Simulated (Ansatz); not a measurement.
**BN at 5 GPa: from Born charge to LO–TO splitting and polaron coupling**

Theory: Ansatz, DFT LDA, scalar-relativistic, plane waves, PAW. Settings: 420 eV plane-wave cutoff, Γ-centred 12×12×12 mesh, fixed occupations. No spin polarisation. Phonons by linear response, acoustic sum rule imposed.

The cell, relaxed at 5 GPa:
```cif
data_structure
_symmetry_space_group_name_H-M 'F-43m'
_symmetry_Int_Tables_number 216
_cell_length_a 3.5661
_cell_length_b 3.5661
_cell_length_c 3.5661
_cell_angle_alpha 90.000
_cell_angle_beta 90.000
_cell_angle_gamma 90.000
_cell_volume 45.35
loop_
_atom_site_label
_atom_site_type_symbol
_atom_site_symmetry_multiplicity
_atom_site_Wyckoff_symbol
_atom_site_fract_x
_atom_site_fract_y
_atom_site_fract_z
_atom_site_occupancy
B1 B 4 a 0.00000 0.00000 0.00000 1
N1 N 4 c 0.25000 0.25000 0.25000 1
```

Linear response gives ν_TO = 1084.2 cm⁻¹, Born charges ±1.872 e (positive on B) and ε∞ = 4.555. The primitive cell holds 11.337 Å³, and the masses are 10.810 and 14.007 amu.

Problem. Find ν_LO and the static dielectric constant.

Solution. The long-wave field adds a restoring force: ω_LO² − ω_TO² = Z*²e²/(ε_vac ε∞ μV). In these units ν_LO² − ν_TO² = 4.92064×10⁷ Z*²/(μ V ε∞) cm⁻², with μ = m₁m₂/(m₁ + m₂) = 6.101 amu: 547473 cm⁻². So ν_LO = √(1084.2² + 547473) = 1312.6 cm⁻¹, and the run gives 1312.6. Lyddane–Sachs–Teller then gives ε0 = ε∞ (ν_LO/ν_TO)² = 6.68, against 6.68 in the run (it forms both from the same three quantities, so the match checks the arithmetic only). Between ν_TO and ν_LO the dielectric function is negative and an undamped crystal reflects fully: a reststrahlen band from 7.6 to 9.2 μm.

Problem. What do the Clausius–Mossotti polarisability and the Szigeti charge come to?

Solution. With the Lorentz local field, α = (3V/4π)(ε∞ − 1)/(ε∞ + 2) = 1.47 Å³ for the pair, and e_S = 3Z*/(ε∞ + 2) = 0.86 e. The Born charge includes the electrons' response to the dipole's own local field, and e_S takes that enhancement out. The Lorentz field assumes point-like polarisable ions, a poor picture once ε∞ is this large, since the electron clouds then overlap or are shared, so both numbers are formal here.

Problem. How strongly does a slow electron couple to the LO mode?

Solution. For one isotropic parabolic band, Fröhlich's constant is α_F = (1/ε∞ − 1/ε0) √(m* Ry/ħω_LO), with Ry = 13.606 eV, ħω_LO = 162.7 meV and m* in free-electron masses: α_F = 0.0698 × 9.14 × √m* = 0.64 √m*. The band mass isn't part of this run; for m* = 0.1, 0.3 and 1 it gives 0.20, 0.35, 0.64. In weak coupling the polaron lies α_F ħω_LO below the band edge (57 meV at m* = 0.3) with a mass m*(1 + α_F/6); past α_F of about 5 or 6 that expansion fails. A semilocal functional's ε∞ tends to be too large, which taken alone lowers α_F.

The splitting between 1084.2 and 1312.6 cm⁻¹ shows a distinctly polar lattice, yet the ions add only modestly to the static screening, taking the dielectric constant from 4.555 to 6.68. Both follow from light atoms held by short, stiff, partly ionic covalent bonds. The small reduced mass and cell volume turn a Born charge of 1.872 e, well below the formal trivalent value, into a large frequency shift. The static ionic response depends instead on charge squared over force constant, the mass cancelling out, so the stiff bonds keep it small.

The same stiffness limits the Fröhlich coupling twice over, through the small difference between the inverse dielectric constants and through the high LO phonon energy. For all three trial masses the coupling stays below one, which supports a large, weakly bound polaron rather than a self-trapped one, as far as polar coupling goes. Short-range deformation-potential coupling lies outside this estimate, so a small Fröhlich constant doesn't establish weak electron–phonon scattering overall.
